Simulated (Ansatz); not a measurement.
A series in volume scale on HfC

Results calculated with Ansatz 0.2.0, not measured. Periodic Kohn-Sham DFT of a crystal at fixed atoms, scaled to volume_scale times the given cell; pressure positive in compression, energy less spherical unpolarised free atoms, largest_vzz the field gradient of largest size among the nuclei.

The cell before it is scaled or strained (space group Fm-3m, No. 225):
```
HfC
1.0
      0.0000     2.3257     2.3257
      2.3257     0.0000     2.3257
      2.3257     2.3257     0.0000
Hf C
1 1
Direct
  0.00000 0.00000 0.00000
  0.50000 0.50000 0.50000
```

Settings of every row: method all-electron LAPW; functional PBE; relativity scalar; k mesh 16x16x16; filling fermi-dirac; smearing width 0.05 eV; basis error target 1 meV/atom; nucleus gaussian.

Atom start moment: 0 on all atoms.

Limits: no spin-orbit coupling on heavy atoms.

```csv
row,volume scale,V (Å³/atom),pressure (GPa),energy less free atoms (eV/atom)
1,0.9405,11.831,16.229,-9.1594
2,0.98,12.328,?,?
3,1,12.58,0.056,-9.1956
4,1.02,12.831,-4.397,-9.1921
5,1.06,13.334,-12.087,-9.1658
```

Question: what pressure and energy less free atoms should row 2 give?

Worked fit of pressure. Take u = (V_r/V)^(2/3) − 1 with V_r = 12.706 Å³ an atom, which is twice the finite (Eulerian) strain; such expansions in the strain, on which the Birch-Murnaghan equation of state is built, carry the rest volume and the bulk modulus. The shown rows have u = 0.04872, 0.00667, -0.00651, -0.03165. Least squares give pressure = −2.2342 + 337.942 × u + 841.98 × u² GPa; a straight line predicts inner rows, each left out in turn, worse (root mean square 0.85 against 0.003 GPa). The rows lie off it by 0.000, -0.001, 0.002, 0.000. The pressure vanishes at u = 0.0065, or V = 12.58 Å³ an atom, and there the bulk modulus at fixed shape and fractions is B = −V dP/dV = (2/3)(1 + u) dP/du = 234 GPa. The withheld row has u = 0.02034, so the fit gives −2.2342 + 337.942 × (0.02034) + 841.98 × (0.02034)² = 4.988 GPa.

The calculation gave 4.971 GPa. The fit lies 0.017 GPa (0.06 % of the column's range) above it; its largest miss of a shown row is 0.002 GPa.

Worked fit of energy less free atoms. Take u = (V_r/V)^(2/3) − 1 with V_r = 12.706 Å³ an atom, which is twice the finite (Eulerian) strain; such expansions in the strain, on which the Birch-Murnaghan equation of state is built, carry the rest volume and the bulk modulus. The shown rows have u = 0.04872, 0.00667, -0.00651, -0.03165. Least squares give energy less free atoms = −9.19471 − 0.2684 × u + 20.386 × u² eV/atom; a straight line predicts inner rows, each left out in turn, worse (root mean square 0.021 against 6.2e-06 eV/atom). All shown rows lie on it to the printed digit. Its lowest point lies at u = 0.0066, or V = 12.58 Å³ an atom, and the curvature there gives the bulk modulus at fixed shape and fractions, B = (4/9)(1 + u)² E″(u)/V = 234 GPa. The withheld row has u = 0.02034, so the fit gives −9.19471 − 0.2684 × (0.02034) + 20.386 × (0.02034)² = -9.1917 eV/atom.

The calculation gave -9.1917 eV/atom. The fit meets it to the printed digit.
